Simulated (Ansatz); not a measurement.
# A series in volume per atom on SnO3

Equation of state of a cubic crystal from periodic Kohn-Sham density functional theory without spin; pressure corrected for the finite basis. The results are calculated, by Ansatz 0.2.0 development build.

Cell of the first row (space group Pm-3m, No. 221):
```
CELL_PARAMETERS angstrom
3.99170 0.00000 0.00000
0.00000 3.99170 0.00000
0.00000 0.00000 3.99170
ATOMIC_POSITIONS crystal
Sn 0.00000 0.00000 0.00000
O 0.50000 0.00000 0.00000
O 0.00000 0.50000 0.00000
O 0.00000 0.00000 0.50000
```

Settings of every row: formula SnO3; structure type ReO3; functional PBE; spin treatment none; k mesh 27x27x27; occupation method fermi-dirac; occupation width 0.061225619 eV; wave cutoff 420 eV; datasets soft-1 PAW; density cutoff ratio 4.

Limits: a cubic model structure, not a phase known at ambient conditions; no spin polarisation, a magnetic state may lie lower.

```csv
row,volume per atom (Å³),pressure (GPa),energy above lowest point (meV/atom)
1,15.901,8.199,24.66
2,16.239,5.169,10.6
3,16.577,2.46,2.59
4,16.916,?,?
5,17.254,-2.103,2.21
6,17.592,-4.011,8.7
7,17.93,-5.702,18.99
```

Question: what pressure should row 4 give?

Worked fit of pressure. Take u = (V_r/V)^(2/3) − 1 with V_r = 16.916 Å³ an atom, which is twice the finite (Eulerian) strain; such expansions in the strain, on which the Birch-Murnaghan equation of state is built, carry the rest volume and the bulk modulus. The shown rows have u = 0.04211, 0.0276, 0.01359, -0.0131, -0.02578, -0.03807. Least squares give pressure = 0.0421 + 170.757 × u + 533.06 × u² + 289 × u³ GPa; a parabola predicts inner rows, each left out in turn, worse (root mean square 0.0073 against 0.0031 GPa). The rows lie off it by -0.001, 0.002, -0.002, 0.001, 0.000, 0.000. The pressure vanishes at u = -0.0002, or V = 16.92 Å³ an atom, and there the bulk modulus at fixed shape and fractions is B = −V dP/dV = (2/3)(1 + u) dP/du = 114 GPa. The withheld row has u = 0, so the fit gives 0.0421 + 170.757 × (0) + 533.06 × (0)² + 289 × (0)³ = 0.042 GPa.

The calculation gave 0.046 GPa. The fit lies 0.004 GPa (8.7 % of the value, 0.029 % of the column's range) below it; its largest miss of a shown row is 0.002 GPa.

The other values of row 4: energy above lowest point 0 meV/atom.
